The row at 350 eV looks wrong. Between 300 and 350 eV the error of the energy falls 18-fold, but that of the pressure falls only 2.6-fold, although both come from the same runs on the same atoms. A small part of the contrast comes from stress errors that cancel at 300 eV. To see where the rest may come from, it helps to ask first where the energy error probably sits and how little of it changes when atoms move.

Ansatz 0.2.0, scalar-relativistic PBEsol with a soft PAW set, for Ga3Sb (4 atoms, fixed cell), without spin polarization, 8×8×10 k mesh, Gaussian smearing of 0.1 eV. The reference is the same cell at 600 eV, and energies are taken at zero smearing. Pressure is positive in compression and corrected for the finite cutoff; the force change is the largest over atoms and axes.

```
wave cutoff  energy less reference (meV per atom)  pressure less reference (GPa)  largest force change (eV/Å)  pressure (GPa)
     200 eV                                8659.0                          2.384                        0.361          -0.857
     250 eV                                1193.4                          0.649                        0.100          -2.592
     300 eV                                 106.0                          0.079                        0.017          -3.162
     350 eV                                   5.8                          0.030                        0.002          -3.211
     420 eV                                   1.2                          0.002                        0.000          -3.239
```

Three sizes are worth remembering. From 200 to 420 eV the energy error drops by almost four powers of ten, roughly tenfold for every 55 eV. At 300 eV the energy is still about 0.1 eV per atom above the 600 eV reference. The forces at that cutoff are already within 0.02 eV/Å of the reference forces. All runs use a soft PAW set, and the program warns that the cutoffs up to 350 eV lie below the recommended one. The density cutoff is always four times the wave cutoff, so the errors combine both.

The large error most likely comes from compact electron shells. The calculation treats 54 electrons in the cell, which means that the filled 3d shells of gallium and 4d shells of antimony are included. The shortest half wave is 0.43 Å at 200 eV and 0.33 Å at 350 eV, while a gallium 3d shell has a radius of roughly 0.3 Å. The PAW method smooths such a shell close to the nucleus, but even the smoothed shell is expected to stay compact. A basis without short enough waves keeps it too spread out, and its energy comes out too high.

The Fermi level supports this reading. At 200 eV the whole cell is 34.6 eV too high. Shared among the 14 outer s and p electrons, that would be about 2.5 eV each, yet the Fermi level moves by only about 0.1 eV. This does not prove where the error sits, and the gallium and antimony shares are not known separately.

A single gallium atom in a large empty box shows why the forces fare better. At a low cutoff its energy is badly wrong, but by nearly the same amount wherever the atom stands, so the error exerts almost no force. In the solid most of the error behaves in this way. The comparison ends where neighbours reshape the electron cloud of the atom, because that part of the error does change when an atom moves.

The table shows how little the error changes in a small move. At 200 eV the largest force error is 0.361 eV/Å, so moving an atom by 0.1 Å changes the error of the cell by about 0.036 eV, a thousandth of the total. Even so, this force error is larger than any true force in the cell, whose atoms are off their rest positions. A small share of a huge error is enough to spoil a relaxation at 200 eV.

Pressure needs one more step, because the waves stretch with the cell. If their number stays fixed while the volume per atom $V$ grows, the cutoff $E_c$ falls as $V^{-2/3}$ and the energy error rises. The cell then seems to resist expansion, which adds a false negative term to the pressure:

$$\Delta P=\frac{2}{3}\,\frac{E_c}{V}\,\frac{dE}{dE_c},$$

where $E$ is the energy per atom. The tabulated pressures are corrected for this effect.

The size of the term at 250 eV follows from a straight line fitted to the logarithm of the energy error over all five rows, this one included. The line falls by 0.042 per eV, so the slope $dE/dE_c$ is about $-0.042\times1.19=-0.05$ eV per eV. With $V=22.39$ Å³, $\Delta P\approx\frac{2}{3}\times\frac{250}{22.39}\times(-0.05)\approx-0.4$ eV/Å³, or some $-60$ GPa. The pressure error left in the table is 0.649 GPa, so even this modest accuracy rests on the correction.

The straight line gives orders of magnitude only. It misses the 350 eV row by a factor of 2.3, and a line in the square root of the cutoff does little better. The actual error falls ever faster up to 350 eV and then more slowly. Smoothed atomic orbitals would behave like this if most of their short-wave content ended near one cutoff and left a weak tail beyond it, but the orbitals themselves were not examined.

The odd pressure step can now be taken apart. Pressure is an average over three directions, and at 300 eV the stress errors are +0.16, +0.11 and −0.04 GPa, which partly cancel. At 350 eV all three are positive, so the earlier row looked better than it was. Cancellation explains only a little of the contrast, since the largest error along any axis also falls only about fourfold, from 0.16 GPa (xx) at 300 eV to 0.04 GPa (zz) at 350 eV. A corrected pressure, like a force, should not feel the large part of the energy error that stays constant, so the two errors need not fall in step. What is left at 350 eV may be an imperfect correction or a real dependence of the error on volume, and these runs cannot separate the two.

For practical work, the cutoff should be chosen for the quantity that is needed. Two structures should not be compared at different cutoffs, because the cutoff error of the energy then does not cancel. At equal cutoff much of it should cancel between similar structures, though no second structure was computed to test this. Nor can the table reveal the error of using PBE atomic datasets with PBEsol, which is present in every row and in the reference. The printed analysis below gives both fits and the stress errors by direction.

Output of the analysis:

```
Fall of the errors:
     row  shortest half wave in angstrom  energy error falls per 50 eV by factor  energy error falls from row above by factor  pressure error falls from row above by factor
  200 eV                          0.4336                                     n/a                                          n/a                                            n/a
  250 eV                          0.3878                                   7.256                                        7.256                                          3.673
  300 eV                           0.354                                   11.26                                        11.26                                          8.215
  350 eV                          0.3278                                   18.28                                        18.28                                          2.633
  420 eV                          0.2992                                   3.081                                        4.833                                             15
fit of lnE on 5 rows: constant 17.43 +/- 1.1, coefficient of Ec -0.04236 +/- 0.0035; rms 0.466, worst 350 eV 0.844, leave-one-out rms 0.905
fit of lnE on 5 rows: constant 30.04 +/- 1.8, coefficient of root -1.474 +/- 0.1; rms 0.396, worst 350 eV 0.711, leave-one-out rms 0.662
largest miss of the form linear in cutoff, as a factor: 2.326
largest miss of the form linear in root of cutoff, as a factor: 2.036
Error and its slopes:
     row  energy error of cell in eV  its change for 0.1 angstrom move in meV  change per 1 % volume in meV per atom  rough uncorrected pressure term in GPa
  200 eV                       34.64                                     36.1                                  3.332                                  -349.9
  250 eV                       4.774                                       10                                 0.9071                                  -60.28
  300 eV                       0.424                                      1.7                                 0.1104                                  -6.425
  350 eV                      0.0232                                      0.2                                0.04193                                 -0.4102
  420 eV                      0.0048                                        0                               0.002795                                 -0.1018
Fermi level and stress errors:
     row  Fermi shift in meV  xx error in GPa  yy error in GPa  zz error in GPa
  200 eV              -114.6           0.8217            2.376            3.953
  250 eV              -23.91            0.533            0.756           0.6581
  300 eV              -1.634           0.1631            0.114         -0.03974
  350 eV               1.034          0.02198          0.02425          0.04201
  420 eV               0.422         0.000918         0.001285         0.001775
cell error at 200 eV if spread over the 14 s and p electrons, eV each: 2.474
force error at 200 eV over largest reference force: 1.198
```
